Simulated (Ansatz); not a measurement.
# Correcting a cheap level on B-containing molecules

The vertical ionisation energy (cation less neutral) in eV of 7 B-containing molecules: x at MP2/def2-TZVPP, y at CCSD(T)/def2-TZVPP. Shapes, held fixed at every level: PBE0-D4/def2-TZVP. Programs: Ansatz 0.2.0.

```
                    molecule  x (eV)  y (eV)
                    BH3(NH3)   10.74   10.73
            BF (SMILES [B]F)   10.76   11.09
                   BH3(SeH2)   11.05   10.91
                    BH3(SH2)   11.14       ?
HBS (hydrogen boron sulfide)   11.25   11.14
    B(OH)O (oxoborinic acid)   12.77   12.39
     BOF (fluoro(oxo)borane)   13.76   13.46
```

**Question.** Fit y = c + s·x to the known rows and predict y for BH3(SH2).

**Answer.** 
1. Means of the 6 rows: x = 11.7217, y = 11.620.
2. Σ(Δx)² = 7.8159, Σ(Δx·Δy) = 6.6444, so the slope is 6.6444/7.8159 = 0.85011.
3. Intercept: 11.620 − (0.85011) × 11.7217 = 1.655. The largest residual of the fit is 0.29.
4. BH3(SH2): 1.655 + 0.85011 × 11.14 = 11.13 eV.

CCSD(T)/def2-TZVPP gives 11.09 eV, so the prediction is off by +0.04 eV, within the largest residual. Uncorrected, MP2/def2-TZVPP misses it by +0.05 eV, and the other rows by 0.21 on average. The line removes about 20 % of this miss. Left out in turn, the other rows are missed by 0.21 eV on average, hardly better than no correction. Cations run unrestricted. Relativity is left out for Se. Outer-core shells of Se are correlated, in sets that cover them unevenly.

MP2 overshoots CCSD(T) for every fitted molecule except BF, where it falls clearly short, so the error follows the kind of orbital ionised rather than the size of the ionisation energy. In BF the electron leaves a lone pair largely on boron. Its near-degeneracy correlation with the empty boron p orbitals is lost on ionisation, and MP2 probably recovers too little of it in the neutral molecule. In B(OH)O and BOF, which have the largest overshoots, the hole is mainly of oxygen 2p character; there MP2 probably misjudges the balance between relaxation and the change in correlation, and spin contamination of the cation may add to the error.

The slope below one therefore reflects which molecules sit at either end of the range, not a general scaling law. The good value for BH3(SH2) is weak support for the fit, since the line crosses the uncorrected MP2 result close to this molecule and hardly alters it. A correction grouped by the character of the hole would be better founded.
